The smearing entropy term below belongs to one cubic TiPt₃ cell, stretched evenly from strong compression to moderate expansion. The term is negative because it lowers the free energy; "larger" here refers to its size without the sign.

Scalar-relativistic DFT calculations with Ansatz 0.2.0 (PBE functional, PAW, no spin polarization) for cubic TiPt₃, a four-atom cell at a series of fixed volumes. The plane-wave cutoff is 420 eV, the k mesh 10 × 10 × 10 and the Gaussian smearing width 0.1 eV. The smearing entropy term is the contribution −TS to the free energy.

| volume (Å³/atom) | shortest distance (Å) | smearing entropy term (meV/atom) |
| --- | --- | --- |
| 13.540 | 2.675 | -1.290 |
| 14.002 | 2.705 | -1.340 |
| 14.463 | 2.735 | -1.410 |
| 14.925 | 2.764 | -1.460 |
| 15.386 | 2.792 | -1.480 |
| 15.848 | 2.819 | -1.470 |
| 16.309 | 2.847 | -1.430 |
| 16.925 | 2.882 | -1.370 |

### 1. What does the term count?

It counts electron levels close to the Fermi level, the energy up to which levels are filled. To make sums over a metal's levels converge, the calculation replaces the sharp edge between filled and empty levels by a soft one, 0.1 eV wide. Only levels within roughly that distance of the edge are partly filled, and only these contribute. The width is a numerical aid and not a temperature, so the term is not the heat-related entropy of the alloy.

If the levels are spread evenly in energy, the size of the term per cell is g × w²/2. Here g is the density of states, the number of levels per eV and cell with both spins counted, and w is the smearing width. One factor w comes from the number of levels inside the soft edge, the other from the contribution of each.

At 15.386 Å³/atom the formula gives g ≈ 1.18 levels per eV and cell, while the same run prints 0.81 at the Fermi level. With Gaussian smearing, the formula holds even for unevenly spread levels, provided that g is averaged with the same 0.1 eV Gaussian on the same k mesh. The printed value must therefore have been obtained in another way, for instance with a different broadening. The difference shows how much such a count depends on the way it is made.

### 2. From 13.540 to 15.386 Å³/atom, why does the term grow?

A plausible reason is band narrowing: as the atoms move apart, their orbitals overlap less and the energy bands become narrower. The same number of levels then shares a smaller range of energy, and more of them lie within a fixed 0.1 eV of the Fermi level. The term grows by 15 % over these five volumes, relative to the first.

The same runs offer an indirect measure of the narrowing. If the electrons filled whole bands one after another, the last filled band would still overlap in energy with the next one. That overlap shrinks at every step of the series, from 2.02 eV in the first row to 1.77 eV at 15.386 Å³/atom.

### 3. Is narrowing enough to explain the size of the rise?

Suppose that all bands shrink by one common factor, with the band overlap as their measure. The density of states then grows as the inverse of the overlap. Starting from the first row, this gives 1.29 × 2.02/1.77 ≈ 1.47 meV/atom at 15.386 Å³/atom, where the calculation has 1.48.

The volumes in between are met within about 0.04 meV/atom, about a fifth of the whole rise of 0.19. Only the first row was used to set the scale, but the overlap of two bands is just one possible measure of their width. Bands built only from d orbitals, for instance, are expected to narrow faster and would give a larger rise. The agreement therefore shows that narrowing can be large enough, not that it is the cause, and the close match at 15.386 Å³/atom is partly a crossing: the computed term gains only 0.02 meV/atom in that step while the rule still gains 0.05. The next stretch breaks the rule outright.

### 4. From 15.386 to 16.925 Å³/atom, why does the term shrink again?

Uniform narrowing can't be the whole story here. The band overlap goes on shrinking, and the rule predicts 1.71 meV/atom in the last row, where the calculation gives 1.37. The free-electron law, in which the density of states grows only as volume to the power 2/3, also keeps rising. Any picture that merely squeezes a fixed pattern of levels has this fault.

This holds on a coarse mesh as well, because squeezing fixed levels acts like widening the smearing. The pattern itself must therefore change: bands built from different orbitals are expected to narrow and shift at different rates, so levels can drift away from the Fermi level. What stays open is whether this drift is a true fall in the density of states, or only a few sampled levels leaving the soft edge with none sampled to replace them. These data do not decide between the two, but the second can be sized.

### 5. Could the k mesh produce the turnover?

It could. A crystal has a continuum of electron waves, and the calculation samples it at 10 × 10 × 10 points. Symmetry makes most of these equivalent, and only 56 distinct points remain. Each distinct point therefore stands for many waves, and a band that crosses the Fermi level there enters or leaves the count as one block.

The size of such a block follows in three steps. An electron state exactly at the Fermi level contributes w/(2√π) = 0.1 eV/(2√π) ≈ 28 meV. A band holds two electrons, and a distinct point carries on average 1/56 of the total weight, which gives 2 × 28/56 ≈ 1.0 meV per cell. Divided by four atoms, this is 0.25 meV/atom, more than the whole range of the table, 0.19 meV/atom.

The weights are uneven: a distinct point stands for between 1 and 48 of the 1000 mesh points, so the largest blocks are nearly three times the average. About six average blocks at the Fermi level would make up the entire maximum. A single one drifting away could cause a fall as large as the one computed.

### 6. The curve is smooth. Doesn't that speak for it?

Less than it seems. The soft edge lets a block fade out gradually. The band overlap changes by about 0.07 eV per step. A level moving away from the Fermi level that fast would keep 61 % of its full contribution after one step but only about a seventh after two, too quick for so broad a hump. The overlap, however, separates two band edges about 2 eV apart; a level next to the Fermi level is expected to drift more slowly, and such a block could leave over several rows and draw a smooth curve.

The second decimal is therefore sound as a result for this mesh, but not as a property of TiPt₃; the third is only a padded zero. The initial rise has a plausible physical reason, but it is no larger than one block either, so its size is as provisional as the maximum and the fall after it. Repeating the whole series with a denser mesh would be the direct test: a fall that survives belongs to the bands as computed here. These leave out spin-orbit coupling, which in platinum is strong enough to alter the levels near the Fermi level.

### 7. Does the turnover disturb the computed density of the alloy?

Hardly. The usual correction to zero smearing width is half the term, and it varies by only 0.1 meV/atom over the series. Compressing the cell from 15.386 to 13.540 Å³/atom costs 210 meV/atom. Even at its steepest, the correction would shift the equilibrium volume by less than 0.001 Å³/atom.

The equilibrium volume lies close to 15.386 Å³/atom, where the term also has its maximum. With so small an effect on the energy, the term can't be what selects that volume, and the coincidence should not be read as a sign of stability.

### 8. What would change with a smaller width, or with another element?

With half the width and evenly spread levels, the term would fall to a quarter, about 0.37 meV/atom at 15.386 Å³/atom. Half as many levels would be counted, each contributing half as much on average. On the same mesh the count would rest on even fewer blocks, so a smaller width calls for a denser mesh.

Replacing Ti by its right-hand neighbour V adds one electron per cell. At about 1.2 levels per eV, the value inferred from the term, finding room for it would raise the Fermi level by roughly 0.8 eV if the bands and this density stayed the same; the lower printed density would give more. The Ti 3d shell is mostly empty, about 2.8 of 10 electrons in the Löwdin count, so the density is expected to rise above the Fermi level and the real shift to be smaller. Even half of it would be several times the smearing width, so the term would count a different set of levels. With the Fermi level among the narrow 3d levels, V may also become spin-polarized, which a calculation without spin cannot show. The tendency of expansion to crowd levels together would carry over, but neither the size of the term nor its turnover could be taken from this table.

The printed analysis after this text compares both scaling laws with every row.

Printed output of the fit:

```
Magnitude of the term and two scaling laws anchored on the first row:
     row  computed meV/atom  flat DOS estimate states/eV/cell  band overlap eV  uniform narrowing meV/atom  free electron law meV/atom
   13.54               1.29                             1.032            2.021                        1.29                        1.29
  14.002               1.34                             1.072            1.973                       1.322                       1.319
  14.463               1.41                             1.128            1.901                       1.371                       1.348
  14.925               1.46                             1.168            1.833                       1.423                       1.377
  15.386               1.48                             1.184            1.768                       1.475                       1.405
  15.848               1.47                             1.176            1.706                       1.529                       1.433
  16.309               1.43                             1.144            1.647                       1.583                        1.46
  16.925               1.37                             1.096            1.528                       1.707                       1.497
Whole range of the magnitude (meV/atom): 0.19
Rise from first row to maximum (percent): 14.73
Fall from maximum to last row (percent): 7.432
Largest miss of uniform narrowing in rows 2 to 5 (meV/atom): 0.03856
Miss of uniform narrowing in the last row (meV/atom): 0.337
Flat DOS estimate over printed DOS at 15.386 (ratio): 1.456
Share of one such level at the Fermi level (meV/atom): 0.2519
Number of such levels that would make the whole maximum: 5.876
Mean shrinkage of the band overlap per step (eV): 0.07055
Part of a level's share left after a shift of that size from the Fermi level: 0.6079
Range of the energy correction TS/2 over the series (meV/atom): 0.095
Energy of the first row above the row 15.386 (meV/atom): 209.8
Largest pressure from the correction TS/2 between neighbouring rows (GPa): 0.01216
Upper estimate of the shift of the equilibrium volume (A3/atom): 0.0007908
Magnitude at 15.386 for half the width if the DOS were flat (meV/atom): 0.37
Fermi level shift for one more electron per cell at the flat DOS estimate (eV): 0.8446
```
